\section*{Correlated projector for the two-band environment}

Units: $\hbar=1$, energies are angular frequencies; numerical values are quoted as $\omega/2\pi$ in Hz.

\subsection*{1. Model and premises}

System: levels $|0\rangle,|1\rangle$, $\sigma_+=|1\rangle\langle0|$, $\sigma_-=\sigma_+^\dagger$, splitting $\Delta E$. Bath: a lower band of $N_1$ levels and an upper band of $N_2$ levels, both of width $\delta\epsilon$, displaced by the same $\Delta E$:
\begin{equation}
H_0=\Delta E\,\sigma_+\sigma_-+\sum_{n_1}\epsilon_{n_1}|n_1\rangle\langle n_1|+\sum_{n_2}(\Delta E+\epsilon_{n_2})|n_2\rangle\langle n_2| ,
\end{equation}
\begin{equation}
V=\sigma_-B+\sigma_+B^\dagger,\qquad B=\lambda\sum_{n_1n_2}c_{n_2n_1}|n_2\rangle\langle n_1| .
\end{equation}
Premises:
(i) the $\epsilon_{n_a}$ fill $[0,\delta\epsilon]$ uniformly;
(ii) the $c_{n_2n_1}$ are independent complex Gaussian numbers with $\overline{c}=0$, $\overline{c^2}=0$, $\overline{|c|^2}=1$;
(iii) $\rho(0)=\rho_S(0)\otimes\Pi_1/N_1$, where $\Pi_a=\sum_{n_a}|n_a\rangle\langle n_a|$.
The model and the projector below follow Breuer, Gemmer and Michel (2006).

$V$ connects only $|1,n_1\rangle$ with $|0,n_2\rangle$; the states $|0,n_1\rangle$ and $|1,n_2\rangle$ are annihilated by $V$. In the interaction picture $\Delta E$ cancels in every matrix element:
\begin{equation}
V(t)=\sigma_-B(t)+\sigma_+B^\dagger(t),\qquad B(t)=\lambda\sum c_{n_2n_1}e^{i(\epsilon_{n_2}-\epsilon_{n_1})t}|n_2\rangle\langle n_1| ,
\end{equation}
and $\dot\rho=\mathcal L(t)\rho=-i[V(t),\rho]$. Used repeatedly: $B=\Pi_2B\Pi_1$, hence $B\Pi_2=0$, $B^\dagger\Pi_1=0$, $BB=0$.

\subsection*{2. The projector}

\begin{equation}
\mathcal P\rho=\sum_{a=1,2}\rho_a\otimes\frac{\Pi_a}{N_a},\qquad \rho_a=\mathrm{Tr}_B(\Pi_a\rho).
\end{equation}
Properties.
(a) $\mathcal P^2=\mathcal P$, since $\mathrm{Tr}_B(\Pi_a\Pi_b)/N_b=\delta_{ab}$.
(b) $\mathrm{Tr}_B\,\mathcal P\rho=\sum_a\rho_a=\mathrm{Tr}_B\rho=\rho_S$, since $\Pi_1+\Pi_2=1_B$: the reduced state is kept.
(c) $\mathcal P\rho(0)=\rho(0)$ by (iii), so no inhomogeneous term arises.
(d) $\mathcal P\mathcal L(t_1)\cdots\mathcal L(t_m)\mathcal P=0$ for odd $m$: each $V$ switches the band on one side of $\Pi_a$, an odd number of switches leaves an operator off-diagonal in the band index, and $\mathrm{Tr}_B(\Pi_b\,\cdot)$ removes it.

The relevant variables are two unnormalised $2\times2$ matrices $\rho_1,\rho_2$: the system state conditioned on the band, times the band probability. $\mathcal P\rho$ is separable but in general not a product.

\subsection*{3. Exact time-local equation and its second order}

With the time-ordered propagator $\mathcal U(t)=T\exp\int_0^t\mathcal L$, property (c) gives $\mathcal P\rho(t)=\mathcal M(t)\mathcal P\rho(0)$, $\mathcal M=\mathcal P\,\mathcal U\,\mathcal P$. Wherever $\mathcal M$ is invertible on the range of $\mathcal P$,
\begin{equation}
\frac{d}{dt}\mathcal P\rho=\mathcal K(t)\,\mathcal P\rho,\qquad\mathcal K=\dot{\mathcal M}\mathcal M^{-1},
\end{equation}
which is exact (time-convolutionless, TCL, form). By (d), $\mathcal M=\mathcal P+\mathcal M_2+\mathcal M_4+\dots$ in powers of $\lambda$, and $\mathcal M^{-1}=\mathcal P-\mathcal M_2+\dots$, so
\begin{equation}
\mathcal K_2=\dot{\mathcal M}_2=\int_0^t\!ds\,\mathcal P\mathcal L(t)\mathcal L(s)\mathcal P,\qquad\mathcal K_4=\dot{\mathcal M}_4-\dot{\mathcal M}_2\mathcal M_2 .
\label{K}
\end{equation}
At second order, with $X_b=\rho_b(t)\otimes\Pi_b/N_b$,
\begin{equation}
\dot\rho_a=-\int_0^t\!ds\sum_b\mathrm{Tr}_B\{\Pi_a[V(t),[V(s),X_b]]\},
\end{equation}
and the double commutator is $V(t)V(s)X-V(t)XV(s)+\text{h.c.}$

Define $C(\tau)=\mathrm{Tr}_B[B^\dagger(t)B(t-\tau)]=\lambda^2\sum|c_{n_2n_1}|^2e^{-i(\epsilon_{n_2}-\epsilon_{n_1})\tau}$ and put $\tau=t-s$. Term by term:
\begin{align}
V(t)V(s)X_1&=\sigma_+\sigma_-\rho_1\otimes B^\dagger(t)B(s)/N_1 &&\to\ \text{band 1},\ \ \sigma_+\sigma_-\rho_1\,C/N_1,\\
V(t)X_1V(s)&=\sigma_-\rho_1\sigma_+\otimes B(t)B^\dagger(s)/N_1 &&\to\ \text{band 2},\ \ \sigma_-\rho_1\sigma_+\,C^*/N_1,\\
V(t)V(s)X_2&=\sigma_-\sigma_+\rho_2\otimes B(t)B^\dagger(s)/N_2 &&\to\ \text{band 2},\ \ \sigma_-\sigma_+\rho_2\,C^*/N_2,\\
V(t)X_2V(s)&=\sigma_+\rho_2\sigma_-\otimes B^\dagger(t)B(s)/N_2 &&\to\ \text{band 1},\ \ \sigma_+\rho_2\sigma_-\,C/N_2 .
\end{align}
Only $|c|^2$ enters. $C$ sums $N_1N_2$ independent terms, so it is replaced by its mean. For $\tau$ far below the recurrence time $2\pi N_a/\delta\epsilon$ of equidistant levels the sums become integrals:
\begin{equation}
C(\tau)=\lambda^2N_1N_2f(\tau),\qquad f(\tau)=\left|\int_0^{\delta\epsilon}\!\frac{d\epsilon}{\delta\epsilon}e^{i\epsilon\tau}\right|^2=\frac{\sin^2(\delta\epsilon\,\tau/2)}{(\delta\epsilon\,\tau/2)^2}.
\end{equation}
$f$ is real because the bands coincide, so there is no level shift. Collecting the four terms and their conjugates:
\begin{align}
\dot\rho_1&=-\tfrac12g_2(t)\{\sigma_+\sigma_-,\rho_1\}+g_1(t)\,\sigma_+\rho_2\sigma_-,\label{r1}\\
\dot\rho_2&=-\tfrac12g_1(t)\{\sigma_-\sigma_+,\rho_2\}+g_2(t)\,\sigma_-\rho_1\sigma_+,\label{r2}
\end{align}
with $g_a(t)=2\lambda^2N_a\int_0^tf\,d\tau$. Band 1 decays with $g_2$: the rate counts final states.

With $x=\delta\epsilon\,\tau$, $f=2(1-\cos x)/x^2$, whose primitive is $2[\mathrm{Si}(x)-(1-\cos x)/x]\to\pi$. Thus $\int_0^\infty f\,d\tau=\pi/\delta\epsilon$ and
\begin{equation}
g_a(t)=g_a\dot\Phi(t),\qquad g_a=\frac{2\pi\lambda^2N_a}{\delta\epsilon},\qquad\Phi(t)=\frac{\delta\epsilon}{\pi}\int_0^t(t-\tau)f(\tau)\,d\tau .
\end{equation}
$g_a$ is the golden-rule rate into the level density $N_a/\delta\epsilon$. Using $\int_0^X(1-\cos x)\,dx/x=\gamma_E+\ln X-\mathrm{Ci}(X)$ with $X=\delta\epsilon\,t$,
\begin{equation}
\Phi=\frac{2}{\pi\,\delta\epsilon}\left[X\,\mathrm{Si}X-1+\cos X-\gamma_E-\ln X+\mathrm{Ci}X\right]\ \xrightarrow{X\gg1}\ t-\frac{2}{\pi\,\delta\epsilon}(1+\gamma_E+\ln X).
\label{Phi}
\end{equation}

\subsection*{4. Solution}

Let $P_1=\langle1|\rho_1|1\rangle$, $P_2=\langle0|\rho_2|0\rangle$. Diagonal elements of (\ref{r1}), (\ref{r2}):
\begin{equation}
\dot P_1=-\dot P_2=\dot\Phi\,(-g_2P_1+g_1P_2),
\end{equation}
while $\langle0|\rho_1|0\rangle$ and $\langle1|\rho_2|1\rangle$ are constant, the latter zero by (iii). Hence $\rho_{11}=P_1$, $P_2(0)=0$, $P_1+P_2=\rho_{11}(0)$, and $dP_1/d\Phi=-\Gamma P_1+g_1\rho_{11}(0)$ with $\Gamma=g_1+g_2$. Since $g_a/\Gamma=N_a/(N_1+N_2)$,
\begin{equation}
\rho_{11}(t)=\rho_{11}(0)\,\frac{N_1+N_2\,e^{-\Gamma\Phi(t)}}{N_1+N_2}.
\label{full}
\end{equation}
For $\Gamma\ll\delta\epsilon$ the delay $t-\Phi$ in (\ref{Phi}) is small on the scale $1/\Gamma$, and for an initially excited system
\begin{equation}
\boxed{\rho_{11}(t)=\frac{N_1+N_2\,e^{-(g_1+g_2)t}}{N_1+N_2}}
\label{res}
\end{equation}
The stationary state has $P_1/N_1=P_2/N_2$: equal weight on each of the $N_1+N_2$ coupled states. Coherence: $\langle1|\rho_1|0\rangle$ decays at $g_2(t)/2$, and $\langle1|\rho_2|0\rangle$ starts and stays zero, so $\rho_{10}(t)=\rho_{10}(0)e^{-g_2\Phi/2}$.

\subsection*{5. Product projector}

Take $\mathcal P_0\rho=\mathrm{Tr}_B\rho\otimes\Pi_1/N_1$. It has properties (a) to (d) as well, so its TCL equation is equally exact. At second order only the two $X_1$ terms occur, with $\rho_1\to\rho_S$ and the trace over both bands:
\begin{equation}
\dot\rho_S=g_2(t)\left(\sigma_-\rho_S\sigma_+-\tfrac12\{\sigma_+\sigma_-,\rho_S\}\right)\ \Rightarrow\ \rho_{11}=\rho_{11}(0)\,e^{-g_2\Phi}\simeq\rho_{11}(0)\,e^{-g_2t}.
\end{equation}
The coherence and the initial slope $-g_2$ agree with Sec.~4; the long-time population does not.

\emph{Exact contradiction for $N_2<N_1$.} For $\rho_{11}(0)=1$ the state $\rho(0)$ has largest eigenvalue $1/N_1$, preserved by unitary evolution. The ground-state population lies in $|0\rangle\langle0|\otimes\Pi_2$, of rank $N_2$, so $\rho_{00}\le N_2/N_1$ and
\begin{equation}
\rho_{11}(t)\ge1-N_2/N_1\quad\text{for all }t\text{ and any }\lambda, c .
\label{bound}
\end{equation}
$e^{-g_2t}$ violates this at late times. Eq.~(\ref{res}) respects it, because $N_1/(N_1+N_2)-(1-N_2/N_1)=N_2^2/[N_1(N_1+N_2)]>0$.

\emph{Fourth order.} Terms of $\dot{\mathcal M}_4$ that grow with $t$ consist of two pairs of $V$, each pair within a time $1/\delta\epsilon$, with an arbitrary interval between the pairs. On Gaussian averaging, the first pair, acting up to time $s$, yields a change of state diagonal in the levels. A level at $\epsilon$ loses or gains weight in proportion to $\int_0^{\delta\epsilon}d\epsilon'\,4\sin^2[(\epsilon-\epsilon')s/2]/(\epsilon-\epsilon')^2\simeq2\pi s$, independent of $\epsilon$ except within $1/s$ of the edges. The intermediate state is therefore uniform in each band up to a fraction $\sim1/(\delta\epsilon\,s)$ of the levels. It lies in the range of $\mathcal P$, and the subtraction $\dot{\mathcal M}_2\mathcal M_2$ in (\ref{K}) cancels the growing part. What remains is estimated at relative size $\Gamma/\delta\epsilon$ up to logarithms; crossed pairings carry an extra $1/N_a$. This is power counting, not a bound.

For $\mathcal P_0$ the intermediate piece $|0\rangle\langle0|\otimes\Pi_2/N_2$ is mapped to the dark state $|0\rangle\langle0|\otimes\Pi_1/N_1$, so the back flip is not subtracted. Its size follows from (\ref{res}). Since $|0,n_1\rangle$ is dark, $\rho_{11}(t)=p(t)\rho_{11}(0)$, and the population generator of $\mathcal P_0$ is
\begin{equation}
\frac{\dot p}{p}=-\frac{g_2\,\Gamma\,e^{-\Gamma t}}{g_1+g_2e^{-\Gamma t}}=-g_2+g_1g_2t+O(\lambda^6).
\end{equation}
The fourth order rivals the second at $t\sim1/g_1$, however small $\lambda$ is. At fixed $N_2/N_1$ the series runs in $z=\Gamma t\propto\lambda^2$, the nearest poles are $z=\ln(N_2/N_1)\pm i\pi$, and it diverges for $\Gamma t>[\pi^2+\ln^2(N_2/N_1)]^{1/2}$. For $N_1\ll N_2$ the two second-order results differ at most by terms of order $N_1/N_2$.

\subsection*{6. Electron spin and a $^{29}$Si cluster}

In a static field $B_0$ the electron and nuclear Zeeman splittings differ by three orders of magnitude, so a bare flip-flop is off resonance. Resonance is reached by spin locking (Hartmann--Hahn matching, NOVEL). In the frame rotating with a resonant microwave field of Rabi frequency $\Omega$,
\begin{equation}
H=\Omega S_x+\omega_nI_z+H_{dd}+S_z\sum_{j=1}^n\left[A_jI_{jz}+\tfrac12B_j\left(e^{-i\phi_j}I_{j+}+e^{i\phi_j}I_{j-}\right)\right].
\end{equation}
$^{29}$Si has $I=1/2$ and $\gamma_n<0$, so $\omega_n=|\gamma_n|B_0>0$ and $I_{j+}$ raises the energy. $H_{dd}$ is the secular nuclear dipolar coupling, $[H_{dd},I_z]=0$. Let $|1\rangle,|0\rangle$ be the eigenstates $S_x=\pm\frac12$; then $S_z=\frac12(\sigma_++\sigma_-)$. At $\Omega=\omega_n=\Delta E$ the non-oscillating terms are
\begin{equation}
V=\sigma_-B+\text{h.c.},\qquad B=\sum_jb_jI_{j+},\qquad b_j=\tfrac14B_je^{-i\phi_j}.
\end{equation}
Dropped: the $A_j$ terms, which shift the splitting by $(\sum_jA_jm_j)^2/2\Omega$ with $m_j=\pm\frac12$, and the counter-rotating terms, with shifts of order $\sum_j|b_j|^2/\Omega$.

$S_x+I_z$ is conserved. From $|1\rangle$ and the sector with $k$ spins up ($I_z=k-n/2$) only $|0\rangle$ with $k+1$ spins up is reached: two bands, $N_1=\binom nk$, $N_2=\binom n{k+1}$, broadened by $H_{dd}$. Second order needs only $C(\tau)$. At $\tau=0$ cross terms $j\ne j'$ are traceless, and spin $j$ is down in $\binom{n-1}{k}$ states of band 1, so with $b^2=\sum_j|b_j|^2/n$
\begin{equation}
\lambda^2N_1N_2=nb^2\binom{n-1}{k}.
\end{equation}
$\delta\epsilon$ is fixed by $\mathrm{Re}\int_0^\infty f\,d\tau=\pi/\delta\epsilon$ for the normalised $f=C(\tau)/C(0)$: it is the area over the height at resonance of the line for a nuclear flip; a shift of the line centre is absorbed in $\Omega$. With $\binom{n-1}k/\binom nk=(n-k)/n$ and $\binom{n-1}k/\binom n{k+1}=(k+1)/n$,
\begin{equation}
g_1=(k+1)g_0,\quad g_2=(n-k)g_0,\quad\Gamma=(n+1)g_0,\quad g_0=\frac{2\pi b^2}{\delta\epsilon},\quad\rho_{11}(\infty)=\frac{k+1}{n+1}.
\end{equation}
If $\delta\epsilon$ does not depend on $k$, neither does $\Gamma$, and a mixture of sectors relaxes with one exponential to $(\langle k\rangle+1)/(n+1)$.

\subsection*{7. Range of validity}

\begin{enumerate}
\item Weak coupling, $\Gamma\ll\delta\epsilon$. The delay in (\ref{Phi}) changes the exponent by $(2\Gamma/\pi\delta\epsilon)(1+\gamma_E+\ln\delta\epsilon\,t)$; the fourth order is of comparable size.
\item Dense levels: a broadened level must cover many partners, $g_aN_a/\delta\epsilon=2\pi(\lambda N_a/\delta\epsilon)^2\gg1$.
\item Times $1/\delta\epsilon\ll t\ll2\pi N_a/\delta\epsilon$. For $t\ll1/\delta\epsilon$, $\Phi\simeq\delta\epsilon\,t^2/2\pi$.
\item Initial state in the range of $\mathcal P$.
\item Rates independent of the energy within a band, and fully overlapping bands. Otherwise a spread of rates gives a growing fourth-order term again, and the $\Pi_a$ must be split into energy windows. The same holds for any further conserved quantity.
\item For the cluster, (i) and (ii) are assumptions: $B$ is sparse in product states and resembles a random matrix only in eigenstates of a strongly mixing $H_{dd}$ of low symmetry. The many-body sectors are wider than the flip line, roughly by $\sqrt n$, which lowers the level density in item 2, and the form of $\Phi$ depends on the true line shape.
\end{enumerate}

\subsection*{8. Numerical illustration}

Inputs (approximate or assumed): $|\gamma_n|/2\pi=8.47$ MHz/T, $g=2.0$, $B_0=0.35$ T, giving $\omega_n/2\pi=2.96$ MHz. A point-like electron spin sits at $r=7$ nm from a compact cluster of $n=16$ nuclei in an otherwise spin-free host, at $\theta=45^\circ$ to $B_0$. The nuclear coupling at a bond length of about 0.235 nm is $\mu_0\hbar\gamma_n^2/(4\pi r_{nn}^3)=2\pi\times0.37$ kHz; assume $\delta\epsilon/2\pi=1.0$ kHz, a few times this.

Point dipole: $D=\mu_0g\mu_B|\gamma_n|/4\pi r^3=2\pi\times45.8$ Hz, $|B_j|=3D\sin\theta\cos\theta=2\pi\times68.7$ Hz, $|A_j|=D|3\cos^2\theta-1|=2\pi\times22.9$ Hz, $b=2\pi\times17.2$ Hz. The dropped shifts are at most 0.006 Hz ($A_j$, all spins aligned) and of order 0.002 Hz (counter-rotating), negligible against 1.0 kHz.

Start in $k=9$ ($I_z=1$): $N_1=11440$, $N_2=8008$, $\lambda/2\pi=0.51$ Hz, $g_0=11.7$ s$^{-1}$, so $g_1=1.2\times10^2$, $g_2=82$, $\Gamma=2.0\times10^2$ s$^{-1}$, $1/\Gamma=5.0$ ms. Criteria: $\Gamma/\delta\epsilon=0.032$; $g_2N_2/\delta\epsilon=1.0\times10^2$, still well above 1 after division by $\sqrt n$; recurrence time $2\pi N_2/\delta\epsilon=8.0$ s. The delay changes the exponent by 0.10 at $t=1/\Gamma$, so two figures are the most the transient supports.

\begin{center}
\begin{tabular}{c|ccc}
$t$ (ms) & Eq.~(\ref{res}) & Eq.~(\ref{full}) & $e^{-g_2t}$\\\hline
5 & 0.74 & 0.76 & 0.66\\
10 & 0.64 & 0.65 & 0.44\\
30 & 0.59 & 0.59 & 0.09
\end{tabular}
\end{center}

The plateau is $10/17=0.59$ (for an unpolarised cluster $9/17=0.53$). The exact bound (\ref{bound}) is 0.30; the product result falls below it after 15 ms, and its series diverges beyond $\Gamma t=3.2$, i.e.\ 16 ms.

These numbers are the model's. They require the lock amplitude stable to better than $\delta\epsilon/\Omega=3\times10^{-4}$ and a rotating-frame lifetime of tens of ms. For a phosphorus donor in natural silicon, the inner-shell $^{29}$Si typically have anisotropic couplings of tens of kHz or more, hundreds of times the $B_j$ used here; exchange with those nuclei is faster by orders of magnitude and violates $\Gamma\ll\delta\epsilon$, so the 5.0 ms applies only to a remote cluster.